\section*{Appendix: Gaussian compensation charges and the hard-to-soft correction}

\subsection*{Conventions and premises}

Hartree atomic units are used (bohr, Ha); cutoffs are also quoted in Ry. Densities count electrons as positive, so a nucleus is $n^{Z,a}=-Z_a\delta(\mathbf r-\mathbf R_a)$. The Coulomb bracket and the Fourier transform are
\begin{equation}
(f|g)=\iint\frac{f(\mathbf r)g(\mathbf r')}{|\mathbf r-\mathbf r'|}d^3r\,d^3r'=\int\!\frac{d^3q}{(2\pi)^3}\frac{4\pi}{q^2}f^*(\mathbf q)g(\mathbf q),\qquad f(\mathbf q)=\int\! f(\mathbf r)e^{-i\mathbf q\cdot\mathbf r}d^3r,
\label{eq:bracket}
\end{equation}
and $E_H[f]=\tfrac12(f|f)$. The $Y_L$, $L=(l,m)$, are real orthonormal spherical harmonics. The premises are those of the projector augmented-wave method (Bl\"ochl, 1994):
(P1) the electron density is $n=\tilde n+\sum_a(n^a-\tilde n^a)$, with one-centre densities cut off at the radius $r_c$ of the sphere $\Omega_a$;
(P2) the spheres do not overlap;
(P3) $\tilde n=\tilde n^a$ inside $\Omega_a$ (complete partial waves);
(P4) the pseudo wave functions contain plane waves up to $G_{\max}=\sqrt{2E_{\rm cut}}$, so that $\tilde n$, bilinear in them, has no components beyond $q_c=2G_{\max}$.

\subsection*{Why a compensation charge is needed}

The charge $C_a=n^a+n^{Z,a}-\tilde n^a$ is confined to $\Omega_a$, but its potential is not. Define its multipole moments and a compensation charge that carries the same moments,
\begin{equation}
Q_{aL}=\int C_a\,r_a^{\,l}Y_L(\hat{\mathbf r}_a)\,d^3r,\qquad \hat n^a=\sum_LQ_{aL}\,g_l(r_a)Y_L(\hat{\mathbf r}_a),\qquad \int_0^\infty g_l(r)\,r^{l+2}dr=1,
\label{eq:moments}
\end{equation}
with $\mathbf r_a=\mathbf r-\mathbf R_a$ and $\hat n=\sum_a\hat n^a$. Orthonormality of the $Y_L$ and the normalisation of $g_l$ make every moment of $D_a=C_a-\hat n^a$ vanish. The total charge is $\tilde n+\hat n+\sum_aD_a$. Put $A_a=n^a+n^{Z,a}$ and $B_a=\tilde n^a+\hat n^a$, so that $D_a=A_a-B_a$ and $(B_a|D_a)+\tfrac12(D_a|D_a)=E_H[A_a]-E_H[B_a]$. Expanding the bracket and adding and subtracting $(B_a|D_a)$ gives, without approximation,
\begin{equation}
E_H[n+n^Z]=E_H[\tilde n+\hat n]+\sum_a\big(E_H[A_a]-E_H[B_a]\big)+\Delta,
\label{eq:split}
\end{equation}
\begin{equation}
\Delta=\sum_a(\tilde n-\tilde n^a|D_a)+\sum_{a<b}\big[(C_a|C_b)-(\hat n^a|\hat n^b)\big].
\label{eq:resid}
\end{equation}
The second sum collects $(\hat n^b|D_a)+(\hat n^a|D_b)+(D_a|D_b)$, in which the mixed brackets $(C|\hat n)$ cancel. The infinite self-energy of the point nucleus is omitted on both sides. If $\hat n^a$ lies wholly inside $\Omega_a$, the potential of $D_a$ vanishes outside the sphere by the multipole expansion, and (P2) and (P3) give $\Delta=0$. The method drops $\Delta$. The compensation charge must therefore be narrow, or hard, while $E_H[\tilde n+\hat n]$ is to be evaluated with the plane waves that carry $\tilde n$. The remaining sections remove this conflict.

\subsection*{The Gaussian shape function and its transform}

Differentiating $\int_0^\infty e^{-\lambda r^2}dr=\tfrac12\sqrt{\pi/\lambda}$ $n$ times with respect to $-\lambda$ and setting $\lambda=s^{-2}$ gives
\begin{equation}
\int_0^\infty r^{2n}e^{-r^2/s^2}dr=\frac{(2n-1)!!\,\sqrt\pi\,s^{2n+1}}{2^{n+1}} .
\label{eq:gmom}
\end{equation}
With $n=l+1$ the normalisation in \eqref{eq:moments} fixes
\begin{equation}
g_l(r;s)=N_l\,r^le^{-r^2/s^2},\qquad N_l=\frac{2^{l+2}}{\sqrt\pi\,(2l+1)!!\,s^{2l+3}} .
\label{eq:g}
\end{equation}
The plane-wave expansion $e^{-i\mathbf q\cdot\mathbf r}=4\pi\sum_L(-i)^lj_l(qr)Y_L(\hat{\mathbf q})Y_L(\hat{\mathbf r})$ shows that the transform of $g_lY_L$ is $4\pi(-i)^l\tilde g_l(q)Y_L(\hat{\mathbf q})$ with $\tilde g_l(q)=\int_0^\infty g_l(r)j_l(qr)r^2dr$. Insert the series $j_l(x)=\sum_{k\ge0}(-1)^kx^{l+2k}/[2^kk!\,(2l+2k+1)!!]$ and use \eqref{eq:gmom} with $n=l+k+1$. The factor $(2l+2k+1)!!$ cancels in each term:
\begin{equation}
\tilde g_l(q)=N_l\,q^l\,\frac{\sqrt\pi\,s^{2l+3}}{2^{l+2}}\sum_{k=0}^\infty\frac{(-q^2s^2/4)^k}{k!}=\frac{q^l\,e^{-q^2s^2/4}}{(2l+1)!!}.
\label{eq:gq}
\end{equation}
Termwise integration is allowed because the absolute values sum to a finite multiple of $e^{+q^2s^2/4}$. The leading term $q^l/(2l+1)!!$ does not depend on $s$: this is the reciprocal-space form of the statement that all widths carry the same moment.

For $l=0$, $g_0Y_{00}=\sqrt{4\pi}\,G_s$, where $G_s(r)=e^{-r^2/s^2}/(\pi^{3/2}s^3)$ has unit charge and transform $e^{-q^2s^2/4}$. The monopole part of $\hat n^a$ is thus $Q_aG_s$ with the net charge $Q_a=\sqrt{4\pi}\,Q_{a00}=\int C_a\,d^3r$, which equals $-Z_a+\int(n^a-\tilde n^a)\,d^3r$. Since $\nabla_{\mathbf R_a}$ acting on a function of $\mathbf r-\mathbf R_a$ multiplies its transform by $-i\mathbf q$, \eqref{eq:gq} also reads
\begin{equation}
g_l(r_a)Y_L(\hat{\mathbf r}_a)=\frac{4\pi}{(2l+1)!!}\,\mathcal Y_L(\nabla_{\mathbf R_a})\,G_s(r_a),
\label{eq:grad}
\end{equation}
where $\mathcal Y_L(\mathbf r)=r^lY_L(\hat{\mathbf r})$ is the solid-harmonic polynomial. Every multipole result follows from the monopole one by differentiation with respect to the centre.

\subsection*{Coulomb integrals}

For unit Gaussians of widths $s_a$, $s_b$ a distance $R$ apart, \eqref{eq:bracket} contains the product $e^{-q^2\sigma^2/4}$ with $\sigma^2=s_a^2+s_b^2$, and the angular average of the phase factor is $\sin(qR)/(qR)$. Hence $(G_{s_a}|G_{s_b})=2J(R)/(\pi R)$ with $J=\int_0^\infty e^{-q^2\sigma^2/4}\sin(qR)\,dq/q$. Now $dJ/dR=\int_0^\infty e^{-q^2\sigma^2/4}\cos(qR)\,dq=(\sqrt\pi/\sigma)e^{-R^2/\sigma^2}$ and $J(0)=0$, so $J=\tfrac\pi2\operatorname{erf}(R/\sigma)$ and
\begin{equation}
(G_{s_a}|G_{s_b})=\frac{\operatorname{erf}(R/\sigma)}{R},\qquad \sigma=\sqrt{s_a^2+s_b^2}.
\label{eq:pair}
\end{equation}
Three cases are needed. For $s_b\to0$ the second Gaussian is a point probe, and the potential of $G_s$ is $\operatorname{erf}(r/s)/r$. For equal widths $\sigma=\sqrt2\,s$. For $R\to0$, $\operatorname{erf}x\to2x/\sqrt\pi$ gives $(G_s|G_s)=\sqrt{2/\pi}/s$, and half of it is the self-energy
\begin{equation}
E_H[QG_s]=\frac{Q^2}{\pi}\int_0^\infty e^{-q^2s^2/2}dq=\frac{Q^2}{\sqrt{2\pi}\,s}.
\label{eq:self}
\end{equation}
For general $l$ the multipole expansion of $1/|\mathbf r-\mathbf r'|$ gives the potential of $g_lY_L$ as $v_l(r)Y_L$, with $v_l=\frac{4\pi}{2l+1}\big[r^{-l-1}\int_0^rg_lr'^{\,l+2}dr'+r^l\int_r^\infty g_lr'^{\,1-l}dr'\big]$. The substitution $t=r'^2/s^2$ turns the first integral into the regularised lower incomplete gamma function $P$, and the second is elementary:
\begin{equation}
v_l(r;s)=\frac{4\pi}{2l+1}\left[\frac{P(l+\tfrac32,\,r^2/s^2)}{r^{l+1}}+\tfrac12N_ls^2r^le^{-r^2/s^2}\right].
\label{eq:vl}
\end{equation}
On one site different $L$ do not interact, and \eqref{eq:bracket}, \eqref{eq:gq} and \eqref{eq:gmom} (with $s^{-2}\to s^2/2$, and $(-1)!!=1$) give
\begin{equation}
E_H[g_lY_L]=\frac12\frac{(4\pi)^3}{(2\pi)^3}\int_0^\infty\tilde g_l^{\,2}dq=\frac{2\sqrt{2\pi}}{(2l+1)\,(2l+1)!!\,s^{2l+1}},
\label{eq:selfl}
\end{equation}
which for $l=0$ and $Q_{00}^2=Q^2/4\pi$ reproduces \eqref{eq:self}.

\subsection*{Truncation error of a hard Gaussian}

By (P4) the brackets $(\tilde n|\tilde n)$ and $(\tilde n|\hat n)$ are complete at $q_c$, whatever the width. Only $(\hat n|\hat n)$ extends further. In the large-cell limit, cutting the integral in \eqref{eq:self} at $q_c$ loses
\begin{equation}
\delta(s)=\frac{Q^2}{\sqrt{2\pi}\,s}\operatorname{erfc}\!\left(\frac{q_cs}{\sqrt2}\right)
\label{eq:trunc}
\end{equation}
per atom. A pair loses $(2Q_aQ_b/\pi)\int_{q_c}^\infty e^{-q^2s^2/2}\sin(qR)\,dq/(qR)$, which for equal charges is at most $2\delta/(q_cR)$ in magnitude. Confinement asks for $s\ll r_c$ and \eqref{eq:trunc} asks for $q_cs\gg1$; both hold only if $q_cr_c$ is very large.

\subsection*{The hard-to-soft correction}

Let $\hat n'$ have the same moments $Q_{aL}$ and a larger width $s'$. Expanding $E_H[\tilde n+\hat n]$ and $E_H[\tilde n+\hat n']$ and subtracting removes $\tfrac12(\tilde n|\tilde n)$ and leaves the identity
\begin{equation}
E_H[\tilde n+\hat n]=E_H[\tilde n+\hat n']+\int\tilde n\,\hat v\,d^3r+\big(E_H[\hat n]-E_H[\hat n']\big),
\label{eq:main}
\end{equation}
where $\hat v$ is the potential of $\hat n-\hat n'$. No confinement of $\hat n'$ was used: the soft Gaussians may overlap each other and leave the spheres. The first term is smooth and goes to the plane-wave grid. For monopoles, \eqref{eq:pair} and \eqref{eq:self} give the other two:
\begin{equation}
\hat v(\mathbf r)=\sum_aQ_a\,u(r_a),\qquad u(r)=\frac{\operatorname{erf}(r/s)-\operatorname{erf}(r/s')}{r},
\label{eq:vhat}
\end{equation}
\begin{equation}
E_H[\hat n]-E_H[\hat n']=\sum_{a<b}Q_aQ_b\,U(R_{ab})+\sum_a\frac{Q_a^2}{\sqrt{2\pi}}\left(\frac1s-\frac1{s'}\right),
\label{eq:UU}
\end{equation}
\begin{equation}
U(R)=\frac1R\left[\operatorname{erf}\frac{R}{\sqrt2\,s}-\operatorname{erf}\frac{R}{\sqrt2\,s'}\right].
\label{eq:U}
\end{equation}
Each pair counts once, because the factor $\tfrac12$ in $E_H$ meets the two orderings. The $1/r$ tails cancel, so $u$ decays as $\operatorname{erfc}(r/s')/r$ and $U$ as $\operatorname{erfc}(R/\sqrt2s')/R$. For $s<s'$ both are positive; with $Q_a<0$ the potential $\hat v$ attracts the pseudo electrons, and the self term is positive. Widths that depend on the species replace $\sqrt2s$ and $\sqrt2s'$ by the corresponding $\sigma$ of \eqref{eq:pair}.

For higher multipoles $\hat v=\sum_{aL}Q_{aL}[v_l(r_a;s)-v_l(r_a;s')]Y_L$, the self terms are $Q_{aL}^2$ times differences of \eqref{eq:selfl}, and by \eqref{eq:grad} the pair coefficient of $Q_{aL}Q_{bL'}$ is
\begin{equation}
U_{LL'}=\frac{(4\pi)^2}{(2l+1)!!\,(2l'+1)!!}\,\mathcal Y_L(\nabla_{\mathbf R_a})\,\mathcal Y_{L'}(\nabla_{\mathbf R_b})\,U(R_{ab}).
\end{equation}

The potential $\hat v$ is as hard as $\hat n$, yet the integral in \eqref{eq:main} needs only its components below $q_c$, by (P4). They must be taken from the analytic transform
\begin{equation}
u(q)=\frac{4\pi}{q^2}\left(e^{-q^2s^2/4}-e^{-q^2s'^2/4}\right),\qquad u(q\to0)=\pi(s'^2-s^2),
\label{eq:uq}
\end{equation}
since sampling $u(r)$ at grid points would alias the higher components. At fixed moments the local potential acting on $\tilde n$ is the Hartree potential of $\tilde n+\hat n'$ plus $\hat v$. The moments depend on the wave functions through the projectors, so the derivative of \eqref{eq:main} with respect to $Q_a$ enters the nonlocal Hamiltonian; its correction part is $\int\tilde n\,u(r_a)\,d^3r+\sum_{b\ne a}Q_bU(R_{ab})+\sqrt{2/\pi}\,Q_a(1/s-1/s')$. The one-centre term $E_H[B_a]$ in \eqref{eq:split} keeps the hard Gaussian, tail included, and its part $E_H[\hat n^a]$ cancels the $1/s$ self term.

\subsection*{Periodic systems and the Ewald limit}

In a cell of volume $\Omega$ the Hartree energy is $(2\pi/\Omega)\sum_{\mathbf G\ne0}|\rho(\mathbf G)|^2/G^2$, with $\rho(\mathbf G)$ the transform over one cell. The pair sum per cell is $\tfrac12\sum_a\sum_b'$, where $b$ runs over all atoms of the crystal except $a$ itself. By Poisson summation the real-space forms \eqref{eq:vhat} and \eqref{eq:UU} equal reciprocal sums that include $\mathbf G=0$. Let $\tilde N=\int_\Omega\tilde n\,d^3r$ and $Q_t=\sum_aQ_a$. By \eqref{eq:uq} the $\mathbf G=0$ part of $\int\tilde n\hat v$ is $\tilde NQ_t\pi(s'^2-s^2)/\Omega$. The transform of $U$ follows from \eqref{eq:uq} by doubling both squared widths, so the $\mathbf G=0$ part of \eqref{eq:UU} is $\tfrac12Q_t^2\,2\pi(s'^2-s^2)/\Omega$. Their sum,
\begin{equation}
E_0=\frac{\pi(s'^2-s^2)}{\Omega}\,Q_t\,(\tilde N+Q_t),
\label{eq:G0}
\end{equation}
vanishes in a neutral cell. If \eqref{eq:UU} is summed in real space, the finite value $u(0)$ must then be kept in $\hat v$. In a charged cell with a uniform background $E_0$ is subtracted. For $\tilde n=0$ and $s\to0$, after removal of the point self-energy, the correction becomes $\tfrac12\sum'Q_aQ_b\operatorname{erfc}(\eta R)/R-(\eta/\sqrt\pi)\sum_aQ_a^2-\pi Q_t^2/(2\eta^2\Omega)$ with $\eta=1/(\sqrt2s')$, the real-space, self and background terms of the Ewald sum.

\subsection*{Range of validity}

Equation \eqref{eq:main} is exact for any $s$ and $s'$, and the total cannot depend on $s'$ once two sums are converged: $\delta(s')$ must be negligible, and the pair sum must reach several times $\sqrt2s'$. The conditions on $s$ come from $\Delta$. For spherical $C_a$ the potential of $D_a$ outside the sphere is $Q_a\operatorname{erfc}(r/s)/r$, and $(C_a|C_b)=Q_aQ_b/R$. With $\tilde n\le n_{\max}$, \eqref{eq:resid} gives
\begin{equation}
|(\tilde n-\tilde n^a|D_a)|\le4\pi|Q_a|\,n_{\max}\int_{r_c}^\infty r\operatorname{erfc}(r/s)\,dr,\qquad \Delta_{ab}=Q_aQ_b\frac{\operatorname{erfc}(R/\sqrt2s)}{R}.
\label{eq:leak}
\end{equation}
Overlapping spheres, incomplete partial waves and a truncated sum over $L$ add terms to $\Delta$ that the hard-to-soft step neither causes nor repairs. A pseudo core density included in $\tilde n$ need not obey (P4) and must be smooth enough on its own. The monopole formulas alone suffice only where the higher moments are negligible.

\subsection*{Illustration: H$_2$ at 1.4 bohr}

Take $R=1.4$ bohr, touching spheres with $r_c=0.7$ bohr, $s=0.2$ and $s'=0.6$ bohr, and $E_{\rm cut}=25$ Ry (340 eV), so that $G_{\max}=5$ and $q_c=10$ bohr$^{-1}$. The partial waves are assumed norm-conserving, which gives $Q=-1$ on each atom, and moments with $l\ge1$ are set to zero. The model pseudo density is $\tilde n=2G_w$ at the bond midpoint, a distance $d=0.7$ bohr from each proton. It belongs to a doubly occupied orbital $\propto e^{-\alpha r^2}$ with $w^2=1/(2\alpha)$. For point protons the energy of this orbital is $3\alpha+2\sqrt{\alpha/\pi}-4\operatorname{erf}(d\sqrt{2\alpha})/d+1/R$, with its minimum at $\alpha=0.33$; we set $\alpha=1/3$, $w^2=1.5$ bohr$^2$. At $q_c$ the transform of $G_w$ is $5.2\times10^{-17}$, so (P4) holds in practice.

By \eqref{eq:pair} the density couples to the Gaussians through $\sigma^2=1.54$ and $1.86$ bohr$^2$, for which $\operatorname{erf}(d/\sigma)/d=0.82138$ and $0.76011$; two electrons and two atoms with $Q=-1$ supply the factor $-4$. The terms, in Ha and rounded separately, are
\begin{center}
\begin{tabular}{lrrr}
\hline
term & hard & soft & correction\\
\hline
$\tfrac12(\tilde n|\tilde n)$ & 1.30294 & 1.30294 & 0\\
$(\tilde n|\hat n)$ & $-3.28554$ & $-3.04045$ & $-0.24509$\\
self, two atoms & 3.98942 & 1.32981 & 2.65962\\
pair & 0.71429 & 0.70026 & 0.01402\\
total & 2.72111 & 0.29256 & 2.42855\\
\hline
\end{tabular}
\end{center}
Evaluated directly at $q_c$, the hard energy would lose $2\delta(s)=0.1815$ Ha in the self terms and $0.0020$ Ha in the pair term, together $0.183$ Ha or $5.0$ eV. The soft energy loses $2\delta(s')=2.6\times10^{-9}$ Ha. The same product $q_cs$ with the hard width would need $q_c=30$ bohr$^{-1}$ and 27 times as many plane waves. The hard Gaussian has $2.0\times10^{-5}$ of its charge outside $r_c$. With $n_{\max}=0.196$ bohr$^{-3}$, the midpoint density, and $4\pi\int_{r_c}^\infty r\operatorname{erfc}(r/s)\,dr=1.80\times10^{-7}$ bohr$^2$, the bound in \eqref{eq:leak} is $3.5\times10^{-8}$ Ha per atom, and $\Delta_{ab}=1.8\times10^{-12}$ Ha. The pair term is small but steep: $|dU/dR|=0.072$ Ha/bohr contributes to the force.

The omitted dipoles matter earlier. An axial dipole $\mu=\sqrt{4\pi/3}\,Q_{a10}$ acts by \eqref{eq:grad} as $\mu\,\partial/\partial R_{a,z}$ on the unit-monopole expressions. Per atom it adds terms of magnitude $0.10|\mu|$ from $\tilde n$ and $0.072|\mu|$ from the other monopole, and by \eqref{eq:selfl} the self term $\mu^2(s^{-3}-s'^{-3})/(3\sqrt{2\pi})=16.0\,\mu^2$. An illustrative $\mu=0.01$ gives $0.0016$ Ha from the last, about a tenth of the pair term, so the five decimals above are those of the model only.

The self and pair entries depend on $Q$, $s$, $s'$ and $R$ alone. The density entry depends on the model: divided by $2Q\,u(0)$, with $u(0)=1.005$ bohr$^2$, it corresponds to a mean density of $0.122$ bohr$^{-3}$ around each proton. The midpoint lies on the sphere boundaries, where pseudo and all-electron densities agree, and a typical value there is approximately 0.27 bohr$^{-3}$, rising towards the protons, whereas the single Gaussian starts lower and falls. The model's density term is therefore too small in magnitude, by roughly 40 per cent, and a realistic pseudo density would lower the model's total correction of 2.43 Ha by less than a tenth.